Question

I am looking at these computed energies for moving one s electron of a group 13 or 14 atom up to the next s shell. They fall from period 4 to period 5 and rise again in period 6, and group 14 lies above group 13 in each period. Can such values be estimated with pencil and paper, how good would the estimate be, and where would it stop working?

PySCF 2.14.0, unrestricted HF (one real determinant), CCSD and CCSD(T), aug-cc-pwCVTZ-PP with scalar-relativistic core potentials, no spin-orbit coupling. Total energy of the s-to-s excited configuration minus that of the ground one for neutral group 13 and 14 atoms, both at highest spin; "valence" means that only the outermost s and p electrons are correlated.

```
species   Z  electrons           configuration         final configuration  electrons in the core potential  HF (eV)  CCSD valence (eV)  CCSD(T) valence (eV)
     Ga  31         31       [Ar] 3d10 4s2 4p1       [Ar] 3d10 4s1 4p1 5s1                               10     7.26               8.28                  8.30
     Ge  32         32       [Ar] 3d10 4s2 4p2       [Ar] 3d10 4s1 4p2 5s1                               10     9.18              10.42                 10.47
     In  49         49       [Kr] 4d10 5s2 5p1       [Kr] 4d10 5s1 5p1 6s1                               28     6.62               7.50                  7.52
     Sn  50         50       [Kr] 4d10 5s2 5p2       [Kr] 4d10 5s1 5p2 6s1                               28     8.20               9.25                  9.29
     Tl  81         81  [Xe] 4f14 5d10 6s2 6p1  [Xe] 4f14 5d10 6s1 6p1 7s1                               60     7.86               8.60                  8.61
     Pb  82         82  [Xe] 4f14 5d10 6s2 6p2  [Xe] 4f14 5d10 6s1 6p2 7s1                               60     9.63                n/a                   n/a
```

Answer

A rule with four constants reproduces the table to a few per cent, but it helps to know first which process it describes. Each row takes a neutral atom of nuclear charge Z from ns² npᵏ (the column "configuration") to ns¹ npᵏ (n+1)s¹ ("final configuration"). Here n is 4, 5 or 6, and k, the number of p electrons, is 1 in group 13 and 2 in group 14. HF is the Hartree–Fock energy difference. The two coupled-cluster columns add correlation among the s and p valence electrons only, with the outer d¹⁰ shell frozen, and n/a marks Pb, for which coupled cluster was not run. The innermost 10, 28 or 60 electrons are replaced by a core potential that carries the scalar-relativistic effects.

Both states are at highest spin, so the spin changes in every row: doublet to quartet in Ga, In and Tl, triplet to quintet in Ge, Sn and Pb. In the ground state the ns shell holds one electron parallel to the p electrons and one antiparallel. In the upper state all valence electrons are parallel. The electron that leaves is therefore the antiparallel one, and it arrives with its spin flipped in a diffuse (n+1)s orbital that lies mostly outside the remaining ion. The energy is the cost of ionising that s electron, less the binding of a Rydberg electron to a singly charged core, which is roughly 3 eV (a rough, recalled size).

This settles what exchange counting can do here. A plain count of parallel pairs rises by two in group 13 and by three in group 14, which looks like a large exchange gain. All the new pairs, however, involve the Rydberg electron, whose overlap with the valence shell is small, and so are its exchange integrals. The compact ns–np parallel pairs number k before and k after, because the electron removed had no exchange with the p electrons to lose. Exchange decides which s electron is the cheaper to remove, and what it adds to the trend is much less than the count suggests, though not nothing. The compact pairs exchange more strongly once the shell has contracted around the ion, and the Rydberg pairs add a little. Both lower the upper state, and more so with more p electrons, which trims the step between the groups. That is an argument from the form of the determinants, not something a column shows, and the rule below simply has no exchange term.

What is left at the HF level is the binding of an ns electron, and three influences act on it. Along a period, the step from group 13 to group 14 adds a proton and a p electron in the same shell, which screens that proton only in part, so the s electron is held more tightly. The table shows HF ratios of 1.264 for Ge/Ga, 1.239 for Sn/In and 1.225 for Pb/Tl. Down a group, the shell lies further out and the binding weakens. That fits the drops of 0.64 eV from Ga to In and 0.98 eV from Ge to Sn. Part of the height of Ga and Ge is due to the first d shell: the ten 3d electrons screen ten added protons incompletely for a 4s electron that penetrates inside them.

The third influence reverses the trend in period 6, where HF rises by 1.24 eV from In to Tl and by 1.43 eV from Sn to Pb. An s electron has finite amplitude at the nucleus, and in that inner region it feels nearly the bare charge Z and moves at a fraction of the speed of light of order Zα, with α ≈ 1/137 the fine-structure constant. The relativistic corrections are collected there, so their size relative to the binding energy goes to leading order as (Zα)² with the full Z, although the electron spends most of its time far out. (Zα)² is about 0.05 in period 4, 0.13 in period 5 and 0.35 in period 6. The Rydberg s electron is stabilised too, but by less, since a smaller share of its density reaches the core. The filled 4f shell in Tl and Pb acts in the same direction through incomplete screening. Together these are the standard origin of the inert 6s pair. The table shows that the zigzag is present before any correlation. It does not show how the rise divides between relativity and 4f screening, since both are built into one core potential, and that potential differs from period to period.

The first step of the rule puts the three influences into one line:

E(HF) ≈ c · (Zs/n*)² · [1 + κ(Zα)²]

Zs and n* are the screened charge and effective quantum number of Slater's rules. With v = 2 + k valence electrons, each of the other v − 1 screens 0.35, the 18 electrons of the shell below screen 0.85 each, and all deeper ones screen fully:

Zs = v + 18 × 0.15 − 0.35(v − 1)

This gives 5.00 in group 13 and 5.65 in group 14, the same in all three periods. Slater's n* is 3.7, 4.0 and 4.2 for n = 4, 5 and 6. The constants c = 3.63 eV and κ = 1.4 come from a least-squares fit of the relative error to all six HF values, rounded for hand use.

The constant c is far below the Rydberg energy of 13.6 eV and has to be taken as empirical. Slater's rules used with no fitted constant, as a difference of total valence energies, give 1.8 to 2.2 times the HF values of periods 4 and 5. The rules were made for average shells, treat s and p alike, and serve here only as a scale for how binding changes from row to row.

The second step is correlation, which raises the gap in all five coupled-cluster rows, from 0.75 eV in Tl to 1.29 eV in Ge. The sign follows from the same picture. Electrons of parallel spin are kept apart by antisymmetry already in HF, whereas antiparallel electrons are not, and most valence correlation energy sits in antiparallel pairs. The ground state has 1 + k of them, all involving the electron that will leave: one s–s pair in a shared orbital and k s–p pairs. The upper state has none. Correlation thus lowers the ground state more, and the gap widens with the number of p electrons, though by less than a full s–p pair each time. Every occupied p orbital blocks one channel of the s² → p² excitation, so the s–s pair shrinks as the p shell fills, and the upper state recovers a little correlation among its parallel electrons. Nearly all of it is captured by CCSD; the triples add 0.01 to 0.05 eV, as suits systems of three or four correlated electrons.

The second line of the rule is

ΔE(corr) ≈ (A + B·k)/n

with A = 3.4 eV and B = 0.9 eV from an ordinary least-squares fit to CCSD(T) − HF in the five rows that have it. The form A + B·k is suggested by the pair count, but A and B are fitted net values and not the energies of an s–s and an s–p pair. One more p electron adds 0.23 eV in period 4 and 0.18 eV in period 5 (unrounded energies), with the nuclear charge changing in the same step. The factor 1/n is only a convenient way to write the decline down the group. It leaves residuals of 0.03 to 0.04 eV, and up to 0.05 eV with the rounded constants, several times the rounding of the table, so it is not exact.

A fixed percentage of HF is simpler and fails in an instructive place. Correlation is 13 to 14 % of HF in Ga, Ge, In and Sn but 9.5 % in Tl, where a fitted 13.0 % overshoots by 0.27 eV. HF rises in Tl while the correlation keeps falling, so the two do not scale together. The correlation itself falls in nearly equal steps down group 13, by 0.14 and then 0.15 eV, so the share drops in Tl because HF turns upward while the correlation does not follow. One reason it need not follow is standard theory: much of the valence correlation comes from exciting s electrons into p orbitals, and the relativistic lowering of 6s widens the s–p gap. How much this contributes in Tl is not shown here. Valence MP2 has the same drop in share from Sn to Pb, which marks it as common to period 6 without naming its cause.

Take Ga in full. With v = 3, Zs = 3 + 2.70 − 0.70 = 5.00, and n* = 3.7, so (Zs/n*)² = 1.826 and c times this is 6.63 eV. (Zα)² = (31/137)² = 0.051, which makes the bracket 1 + 1.4 × 0.051 ≈ 1.072. The HF estimate is 6.63 × 1.072 ≈ 7.10 eV against 7.26 eV, 2.2 % below the table. The correlation is (3.4 + 0.9)/4 = 1.075 eV, and the total is 8.18 eV against a CCSD(T) value of 8.30 eV, 1.5 % low.

Sn is the worst row. With v = 4, Zs = 4 + 2.70 − 1.05 = 5.65 and n* = 4.0, so (Zs/n*)² = 1.995 and c times this is 7.24 eV. (50/137)² = 0.133 gives a bracket of 1.186 and an HF estimate of 8.59 eV against 8.20 eV, 4.8 % above the table. The correlation is (3.4 + 1.8)/5 = 1.04 eV, and the total of 9.63 eV exceeds CCSD(T), 9.29 eV, by 3.7 %. Both worked rows were part of both fits, so they illustrate the rule and do not test it.

Over the table the root-mean-square error is 0.22 eV for HF and 0.19 eV for the CCSD(T) total, against a standard deviation of 1.04 eV among the HF values themselves. Four constants fitted to eleven numbers should not be asked for more than that. Almost all the error comes from the HF step, and it has two patterns. The rule fixes the group ratio near (5.65/5.00)² = 1.277 in every period, whereas the table's ratio is smaller and shrinks down the groups, so each group 14 atom is placed too high relative to its group 13 partner. The rule is also linear in (Zα)², whereas HF divided by (Zs/n*)² rises more gently from period 4 to 5 and more steeply from 5 to 6, which puts period 5 too high. Sn collects both errors.

Two refits show in which direction the rule travels. Fitted on Ga, In and Tl alone, it predicts Ge, Sn and Pb with errors of 0.0, +5.9 and +4.4 % of HF, so it crosses from one group to the next fairly well. Fitted on periods 4 and 5 alone, it gives κ = 0.71 and falls 14 % short for Tl and 10 % short for Pb, so it does not extrapolate down the table. With no bracket at all, Tl is missed by 21 %. Some term that grows steeply with Z is needed, and the numbers establish that much. They do not fix its power: (Zα)⁴ in place of (Zα)² fits slightly better, 1.9 % against 2.6 % rms. Higher-order relativistic terms, the 4f shell that enters only in period 6, and errors in Slater's n* could each produce this curvature, and three periods cannot tell them apart. For the same reason κ is no measure of relativity; it trades against c and absorbs all of these.

One more variant is sobering. Writing the Rydberg binding explicitly, as a fixed 3 eV subtracted from a refitted ionisation term, is closer to the physical picture, yet the rms error grows to 6.4 % of HF, with group 13 too low and group 14 too high throughout. The reason is arithmetic. The implied ionisation energies have the ratio (9.18 + 3)/(7.26 + 3) = 1.19 for Ge/Ga, well under Slater's 1.277. Slater's square overstates how fast the s binding grows along the period, and leaving out the Rydberg term happens to compensate. The good group ratio of the simple rule is therefore partly a cancellation, which need not persist further along the period.

Pb gives the one real check of the correlation step, since its correlation entered no fit. Its HF entry must not be set beside the CCSD(T) value of Sn. The same calculations gave spin-component-scaled MP2 with the same frozen shells, which stays within about 0.08 eV of CCSD(T) in the other five rows and lies about that much above it in Ge and Sn. For Pb it gives 10.61 eV. The tabulated HF plus the correlation term, 9.63 + (3.4 + 1.8)/6 = 10.50 eV, lies 0.11 eV below that, and the complete rule gives 10.73 eV. Plain valence MP2 confirms the rise within group 14 like for like, from 9.07 eV in Sn to 10.34 eV in Pb.

For a neighbouring case, the reasoning gives directions more safely than numbers. A further p electron and proton, as in group 15, should raise the HF part again and break one more antiparallel pair, and the dip in period 5 should recur; the rule would probably overshoot, given the drift of the group ratio. A lighter congener with no d shell beneath the valence shell lacks the 18-electron term in Zs, and the constants were never fitted for that case. A positive ion binds the Rydberg electron far more strongly, and a single c can no longer absorb it. The hydrogenic square of the core charge overstates the growth for so low and penetrating an s orbital, because its quantum defect shrinks as the charge rises. A promotion that changes the number of p electrons changes the count of compact parallel pairs, and exchange then returns as a leading term.

The largest limit is that the rule reproduces valence-correlated values and not the atom. In Pb, releasing the 5s, 5p and 5d electrons for correlation raises MP2 from 10.34 to 11.65 eV and the scaled MP2 from 10.61 to 11.68 eV, shifts of 1.30 and 1.07 eV. These are about three times the rule's worst error, and they leave the rule 0.96 eV below the scaled value. The likely cause is core–valence correlation: the d¹⁰ shell is polarisable, a penetrating ns electron gains from polarising it much more than a distant Rydberg electron does, and the ground state has two such ns electrons against one. The density functionals run for Pb, which treat these electrons along with the valence ones, lie between 11.27 and 12.03 eV, on the same side. The size holds for Pb only. The sign should carry over to the other atoms, while the size depends on the d shell, so a small cross-period difference such as Tl above Ga by 0.31 eV at CCSD(T) is not secure. All values also rest on one triple-zeta basis, in which correlation energies are normally short of their limit.

Spin-orbit coupling is absent from every energy. It leaves the s orbitals alone at first order but splits the open p shell in both states. Pb is close to jj coupling, where a first-order correction fails. Sn is intermediate and nearer to LS coupling: its ground level is still mostly ³P₀, with some ¹S₀ mixed in, which a first-order correction leaves out. The lowering of the ground level is sizeable in both atoms and is not estimated here. Tl is affected as well: its 6p splitting is roughly 1 eV, which puts the ground level roughly 0.6 eV below the average (rough, recalled sizes). The upper state keeps its p electrons and splits too, so the net shift is a difference of two such effects and cannot be read off the ground state. The same partial cancellation should apply to the few tenths of an eV by which unrestricted, non-spherical determinants lie under spherical ones, because the p count is equal in both states.

The last caution concerns the upper state. It is not the lowest of its spin, since s¹p² quartets and s¹p³ quintets lie lower, and its identity rests on the assigned configuration. Those lower states have the opposite parity, which keeps them from mixing in as long as the orbitals retain inversion symmetry, and the regular ratios across the six rows suggest that the same kind of state was obtained each time, without proving it. The upper states also lie above the first ionisation threshold, roughly 6 to 8 eV for these atoms (recalled), and only the spin selection rule keeps them from shedding the electron. Where spin-orbit coupling is strong that protection weakens, so an estimate for Tl or Pb describes a configuration energy of the scalar-relativistic model and should not be matched to a single spectroscopic level.
